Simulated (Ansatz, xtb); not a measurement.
**How methods differ on Si2H6 (disilane)**

Si2H6: 8 atoms, total charge 0, spin state singlet. SMILES: `[SiH3][SiH3]`. The coordinates come from a PBE0-D4/def2-TZVP relaxation. The run starts from this shape.

Quantity: the adiabatic ionisation energy (to the doublet cation, no zero-point term), in eV. The values are calculated.

```csv
level,kind,program,value (eV),CPU time (all runs)
GFN1-xTB,semi-empirical,xtb,13.97,under 2 s
HF/STO-3G,Hartree–Fock,Ansatz,7.41,3 s
HF/3-21G,Hartree–Fock,Ansatz,8.75,3.4 s
HF/6-31G* (Cartesian functions),Hartree–Fock,Ansatz,8.75,5.9 s
PBE/def2-SVP,GGA,Ansatz,9.57,28 s
B3LYP/6-31G* (Cartesian functions),global hybrid,Ansatz,9.62,25 s
MP2/6-31G* (Cartesian functions),perturbation theory,Ansatz,9.29,9.4 s
```

The values span 7.41 to 13.97 eV. The xTB values lack the empirical shift that such differences need. Without the sets that lack polarisation functions the rows with a basis span only 8.75 to 9.62 eV. CPU times are rough (shared hosts, several kinds of processor): they show what a rung costs within a factor of a few.

Ionisation of disilane removes an electron from an orbital that is mainly Si–Si σ bonding. The cation therefore keeps only a one-electron Si–Si bond, and its relaxation, chiefly a lengthening of that bond and a flattening of the silyl groups, puts the adiabatic energy below the vertical one.

In the common 6-31G* basis, the value rises from 8.75 eV with Hartree–Fock to 9.29 eV with MP2 and 9.62 eV with B3LYP. Hartree–Fock comes out low because the neutral molecule has an intact σ pair whose correlation energy is largely lost on ionisation, so neglecting correlation penalises the neutral more than the cation.

Among the Hartree–Fock rows, the large jump comes on leaving the minimal basis, while 3-21G and 6-31G* agree at 8.75 eV. The low STO-3G result thus reflects its inflexible valence space more than the absence of polarisation functions. That agreement need not carry over to MP2, whose correlation energy converges much more slowly with basis size; the table has only one MP2 row, so it cannot test this.
